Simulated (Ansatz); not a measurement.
# Pt₃PbC: energy above lowest point against volume scale

All results are calculated (Ansatz 0.2.0). Free energy against uniform scaling of the volume at fixed shape and fractions; periodic cell, basis, potentials, k mesh and filling as listed.

The cell before it is scaled or strained (space group Pm-3m, No. 221):
```
CELL_PARAMETERS angstrom
4.34800 0.00000 0.00000
0.00000 4.34800 0.00000
0.00000 0.00000 4.34800
ATOMIC_POSITIONS crystal
Pt 0.00000 0.50000 0.50000
Pt 0.50000 0.50000 0.00000
Pt 0.50000 0.00000 0.50000
Pb 0.00000 0.00000 0.00000
C 0.50000 0.50000 0.50000
```

Settings of every row: functional PBE; dispersion none; potentials PAW; wave cutoff 500 eV; density cutoff 2000 eV; k mesh 5x5x5; k shift 0x0x0; occupations fermi dirac; smearing width 0.1 eV; spin none.

Limits: coarse k mesh, up to 40 meV an atom off; no spin-orbit coupling, which can matter with elements this heavy; the cell comes from a prototype or a list of computed structures and needn't be the stable phase.

| row | volume scale | V (Å³/atom) | energy above lowest point (meV/atom) |
| --- | --- | --- | --- |
| 1 | 0.92 | 15.125 | 56.6 |
| 2 | 0.9467 | 15.564 | ? |
| 3 | 0.9733 | 16.001 | 4.1 |
| 4 | 1 | 16.44 | 0 |
| 5 | 1.0267 | 16.879 | 7.7 |
| 6 | 1.0533 | 17.316 | 25.5 |
| 7 | 1.08 | 17.755 | 51.8 |

Question: what energy above lowest point should row 2 give?

Worked fit of energy above lowest point. Take u = (V_r/V)^(2/3) − 1 with V_r = 16.66 Å³ an atom, which is twice the finite (Eulerian) strain; such expansions in the strain, on which the Birch-Murnaghan equation of state is built, carry the rest volume and the bulk modulus. The shown rows have u = 0.06656, 0.02727, 0.0089, -0.00867, -0.02542, -0.04155. Least squares give energy above lowest point = 2.5 − 446.4 × u + 18240 × u² + 10179 × u³ meV/atom; a parabola predicts inner rows, each left out in turn, worse (root mean square 0.48 against 0.049 meV/atom). All shown rows lie on it to the printed digit. Its lowest point lies at u = 0.0121, or V = 16.36 Å³ an atom, and the curvature there gives the bulk modulus at fixed shape and fractions, B = (4/9)(1 + u)² E″(u)/V = 166 GPa. The withheld row has u = 0.04641, so the fit gives 2.5 − 446.4 × (0.04641) + 18240 × (0.04641)² + 10179 × (0.04641)³ = 22.1 meV/atom.

The calculation gave 22.1 meV/atom. The fit meets it to the printed digit.
